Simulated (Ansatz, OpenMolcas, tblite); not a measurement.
# SiCNF2 (SMILES N#C[Si](F)F): methods side by side

SiCNF2: 5 atoms, total charge 0, spin state doublet. As SMILES, `N#C[Si](F)F`. The coordinates come from a PBE0-D4/def2-TZVP relaxation.

Each level gives the vertical energy of the quartet above the doublet (eV). The values are calculated.

```tsv
level	kind	program	value (eV)	less CCSD(T)/aug-cc-pVDZ
GFN1-xTB	semi-empirical	tblite	5.15	-1.09
UHF/aug-cc-pVDZ	Hartree–Fock	Ansatz	4.84	-1.40
USVWN5/aug-cc-pVDZ	LDA	Ansatz	6.32	+0.08
UBLYP/aug-cc-pVDZ	GGA	Ansatz	6.11	-0.13
U-r2SCAN/aug-cc-pVDZ	meta-GGA	Ansatz	5.79	-0.45
UB3LYP/aug-cc-pVDZ	global hybrid	OpenMolcas	5.99	-0.25
UBHLYP/aug-cc-pVDZ	global hybrid	OpenMolcas	5.71	-0.53
UMP2/aug-cc-pVDZ	perturbation theory	Ansatz	6.77	+0.53
UCCSD(T)/aug-cc-pVDZ	coupled cluster or CI	Ansatz	6.24	0.00
```

Differences are taken from UCCSD(T)/aug-cc-pVDZ for orientation; it has basis-set and higher-order errors of its own. The values span 4.84 to 6.77 eV.

Every level places the quartet well above the doublet at this geometry. The doublet has a single unpaired electron, largely on silicon in a radical of this type, so reaching the quartet means uncoupling an electron pair and promoting one of its electrons. The candidates are the strong CN π bond and the σ framework, and the promotion probably involves CN π→π* character, though the energies alone cannot confirm this.

The gap falls steadily from UBLYP through UB3LYP and UBHLYP to UHF, as exact exchange increases, probably because the doublet's additional opposite-spin pair carries correlation energy that Hartree–Fock omits. UMP2 reverses the error and overshoots the coupled-cluster value. U-r2SCAN, with no exact exchange, nevertheless lies below UB3LYP, so the exchange fraction alone does not order the functionals. The close agreement of USVWN5 with coupled cluster, for one gap in one molecule, is no evidence of general reliability. Nor does a vertical gap show whether the quartet would remain bound once its geometry relaxed.
